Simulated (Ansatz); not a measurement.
Ligand exchange: AlH2Br + C2H6S → AlH2(SH) + C2H5Br

Species: AlH2Br `[AlH2][Br]`, singlet; C2H6S (ethanethiol) `CCS`, singlet; AlH2(SH), singlet; C2H5Br (bromoethane) `CCBr`, singlet. The partners trade Br for SH: Al–Br and C–SH bonds give way to Al–SH and C–Br.

Shapes, held fixed at every level: PBE0-D4/def2-TZVP. Flexible molecules stand in one conformer, not always the lowest. Programs: Ansatz 0.2.0. The zero-point and thermal change to 298 K, harmonic and unscaled (PBE0-D4/def2-TZVP), is -1.0 kJ/mol.

```tsv
level	kind	ΔH(298 K) (kJ/mol)	less CCSD(T)/def2-TZVPP
HF/def2-SVP	Hartree–Fock	+53.9	+12.1
SPW92/def2-TZVPP	LDA	+40.1	-1.7
r2SCAN0-D4/def2-TZVPP	global hybrid	+45.9	+4.1
wB97M-V/def2-TZVPP	range-separated hybrid	+45.5	+3.7
MP2/def2-SVP	perturbation theory	+53.1	+11.3
CCSD/def2-TZVPP	coupled cluster or CI	+43.6	+1.8
CCSD(T)/def2-TZVPP	coupled cluster or CI	+41.8	0.0
```

The highest level, CCSD(T)/def2-TZVPP, gives ΔH(298 K) = +41.8 kJ/mol; the levels span +40.1 to +53.9. The column of differences is taken from that level and isn't an error. No measured value is set beside it here. Relativity is left out for Br unless named. Correlated rows may include outer-core shells of Br, which these sets cover unevenly.

Exchange of bromide for thiolate is endothermic at every level, so aluminium keeps bromine and carbon keeps sulfur. The preference is mainly electronic, since the zero-point and thermal change is only -1.0 kJ/mol. Bromine is more electronegative than sulfur, and electropositive aluminium gains more from the polar Al–Br bond than carbon can from C–Br. Lone-pair donation into the empty aluminium p orbital is open to both ligands and so probably matters less for the sign.

The two def2-SVP results, +53.9 and +53.1 kJ/mol, lie well above all those in the larger basis, although one includes correlation and the other doesn't. This suggests that basis incompleteness, more than missing correlation, raises them. The closeness of LDA to CCSD(T) probably reflects cancellation between similar bonds on the two sides, and is no evidence that it describes the individual bond strengths well. The enthalpies apply to monomers; bridging through bromine or sulfur, common for such electron-deficient aluminium compounds, could shift the balance in condensed phases.
